In the AlH₃ radical anion, a pyramid with three hydrogens, the unpaired electron sits mainly on aluminium. Six calculations treat it at the same geometry and differ only in how they describe exchange and correlation between electrons. The question is whether the EPR values alone reveal which method produced which row. "A iso" is the hyperfine coupling, which measures the net spin density at a nucleus, and the g shift is the departure from the free-electron value. ⟨S²⟩ stays close to 0.75, the value for one unpaired spin, so no row is noticeably mixed with states of higher spin. The digit in a column head such as "Al1" is only the atom's number, and the equivalent hydrogens are averaged.

AlH3 radical anion (charge -1, doublet, C3v) in the gas phase, calculated with PySCF 2.14.0 and density fitting; unrestricted, non-relativistic, with IGLO-III on Al and pcH-1 on H, at the PBE0-D3(BJ)/def2-SVP geometry. The g shifts are relative to the free-electron value and use mean-field spin-orbit coupling and GIAOs. Candidates: PBE, B3LYP, PBE0, HF, BHandHLYP, CAM-B3LYP.

| row | A iso Al1 (MHz) | A iso H2 (MHz) | isotropic g shift (ppm) | <S^2> |
| --- | --- | --- | --- | --- |
| A | 435.4 | 33.7 | 280 | 0.751 |
| B | 420.5 | 30.7 | 353 | 0.751 |
| C | 416.7 | 32.7 | 354 | 0.751 |
| D | 460.3 | 2.9 | 85 | 0.753 |
| E | 361.5 | 15.5 | 462 | 0.752 |
| F | 380.0 | 15.6 | 379 | 0.752 |

The candidates fall into families. PBE and PBE0 share the PBE form of exchange and correlation, and PBE0 replaces a quarter of that exchange by exact exchange, the kind used in Hartree–Fock theory (HF). B3LYP, CAM-B3LYP and BHandHLYP also contain exact exchange, but build on Becke's exchange and the LYP correlation functional. HF has exact exchange only and no correlation. The families therefore have two, three and one members.

The hydrogen coupling sorts the rows into groups of just these sizes. Row D stands alone at 2.9 MHz, E and F agree to within 0.1 MHz, and A, B and C lie about twice as high as that pair. This suggests that D is HF, that E and F are the PBE pair, and that the other three contain LYP. Matching group sizes are a strong clue rather than a proof, so the g shift has to agree.

Hydrogen is a sensitive witness because its coupling is a balance of two effects. Some of the unpaired electron spreads directly onto the hydrogens and gives a positive contribution. The unpaired spin on aluminium also polarises the electron pairs in the Al–H bonds, which leaves opposite spin at hydrogen. HF is known to exaggerate this polarisation, which fits the small coupling in row D, although the calculation doesn't separate the two effects.

The g shift has a different origin. A magnetic field, together with spin–orbit coupling, mixes filled Al–H bonding orbitals with the half-filled orbital and gives the electron a little orbital motion. When an electron from a filled orbital moves into the half-filled one, the contribution to the shift is positive. The more energy this mixing costs, the smaller that contribution. Mixing of the half-filled orbital with empty ones usually counts the other way, but all six shifts are positive, so the first kind prevails here. Theory argues that exact exchange raises this cost, so the shift should fall as its share grows.

That rule settles the first three names. Row D has the smallest g shift, as HF should, and E has the largest, as expected for PBE, which has no exact exchange. Row F, the partner of E, lies 83 ppm lower and must be PBE0. For D and E the hydrogen coupling and the g shift thus agree, while the name of F rests here on both together.

For the remaining group, a simple estimate helps. Suppose that the g shift falls in proportion to the share of exact exchange, from 462 ppm for PBE to 85 ppm for HF. BHandHLYP, with a share of one half, should then give 462 − 0.50 × (462 − 85) ≈ 274 ppm. Row A, at 280 ppm, is close.

CAM-B3LYP sets a trap here, because its share depends on the distance between electrons: 19% at short range, rising to 65% at long range. With the long-range share, the same line gives 217 ppm, well below every row of the group. The short-range share, however, nearly equals the 20% of B3LYP, and rows B and C have nearly equal g shifts. It is therefore reasonable to give A to BHandHLYP and to leave B and C for B3LYP and CAM-B3LYP.

Which of these two is which remains open. They differ by only 1 ppm in the g shift, and both of their couplings lie below those of row A, which has more exact exchange than B3LYP. If the extra long-range exchange of CAM-B3LYP also raised the couplings, hydrogen would point to C as CAM-B3LYP, but aluminium would point to B. The two hints contradict each other, so an honest assignment stops here.

The labels confirm the four assignments: D is HF, E is PBE, F is PBE0 and A is BHandHLYP. The open pair turns out to be B3LYP for B and CAM-B3LYP for C.

The rows with their labels:

| functional | exact exchange, long range (%) | A iso Al1 (MHz) | A iso H2 (MHz) | isotropic g shift (ppm) | <S^2> |
| --- | --- | --- | --- | --- | --- |
| PBE | 0 | 361.5 | 15.5 | 462 | 0.752 |
| B3LYP | 20 | 420.5 | 30.7 | 353 | 0.751 |
| BHandHLYP | 50 | 435.4 | 33.7 | 280 | 0.751 |
| CAM-B3LYP | 65 | 416.7 | 32.7 | 354 | 0.751 |
| HF | 100 | 460.3 | 2.9 | 85 | 0.753 |
| PBE0 | 25 | 380.0 | 15.6 | 379 | 0.752 |

The hint from hydrogen was thus right and the one from aluminium wrong, which the values in the table could not have told beforehand. The labelled rows also show that exact exchange alone doesn't govern the hydrogen coupling: B3LYP has nearly the same share as PBE0 but about twice its coupling, and BHandHLYP gives the highest value of all, although HF gives the lowest. The ingredients common to each family are the likely reason for the grouping. Since the exchange and correlation forms change together between the families, their roles can't be told apart here.

For the g shift, CAM-B3LYP behaves much like a functional with its short-range share everywhere. The straight line then gives 390 ppm against a computed 354 ppm, an overestimate similar to that for B3LYP. With the long-range share it falls short by 137 ppm. The line is drawn through PBE and HF, so only the other four rows test it; the output below lists them all.

A glance at orbital energies would have misled. The gap between filled and empty orbitals of the minority spin is wider in CAM-B3LYP than in BHandHLYP, 8.71 against 8.35 eV, yet CAM-B3LYP has the larger g shift. Theory offers an explanation. Long-range exact exchange pushes filled and empty orbitals apart, but it also adds an attraction between the promoted electron and the hole it leaves behind. When both stay in the same small region, as they should in this mixing around aluminium, the attraction gives back much of what the wider gap costs.

The straight line also has a clear weakness. It would place B3LYP above PBE0, because B3LYP has slightly less exact exchange, whereas the calculation puts it 26 ppm below. Exchange share is a good guide within a family and for large steps, but small steps between families can be outweighed by the rest of the functional. A plain ranking of the g shifts by exchange share would have led to a wrong name for row F, and the hydrogen coupling guards against that.

These fingerprints belong to this radical in this basis set. An anion in the gas phase may fail to hold its extra electron, and a basis without added diffuse functions can confine that electron artificially. Whether this happens here wasn't tested. The comparison therefore shows only how the functionals differ in this basis, and it doesn't tell which of them comes closest to a real sample.

Output of the analysis:

```
H coupling, PBE0 less PBE (MHz): 0.1
H coupling, spread of the three LYP functionals (MHz): 3
H coupling, gap between LYP group and PBE group (MHz): 15.1
H coupling, gap between PBE group and HF (MHz): 12.6
g shift, PBE less PBE0 (ppm): 83
g shift, B3LYP less BHandHLYP (ppm): 73
g shift, PBE0 less B3LYP (ppm): 26
g shift, ratio PBE to HF: 5.435
g shift, CAM-B3LYP less B3LYP (ppm): 1
H coupling, CAM-B3LYP less B3LYP (MHz): 2
Al coupling, CAM-B3LYP less B3LYP (MHz): -3.8
Al coupling, BHandHLYP less B3LYP (MHz): 14.9
Al coupling, PBE0 less PBE (MHz): 18.5
Al coupling, B3LYP less PBE0 (MHz): 40.5
g shift from a straight line between PBE and HF:
        row  short-range exchange in %  computed ppm  line ppm  line less computed ppm
        PBE                          0           462       462                       0
      B3LYP                         20           353     386.6                    33.6
  BHandHLYP                         50           280     273.5                    -6.5
  CAM-B3LYP                         19           354     390.4                   36.37
         HF                        100            85        85                       0
       PBE0                         25           379     367.8                  -11.25
g shift, line with 65 % for CAM-B3LYP (ppm): 216.9
g shift, that line less computed for CAM-B3LYP (ppm): -137.1
orbital term and gap from the further outputs:
        row  perpendicular orbital term ppm  minority-spin gap eV
        PBE                           773.3                   4.5
      B3LYP                             615                  6.02
  BHandHLYP                           503.3                  8.35
  CAM-B3LYP                           619.2                  8.71
         HF                           217.1                 12.82
       PBE0                           649.5                  6.49
```
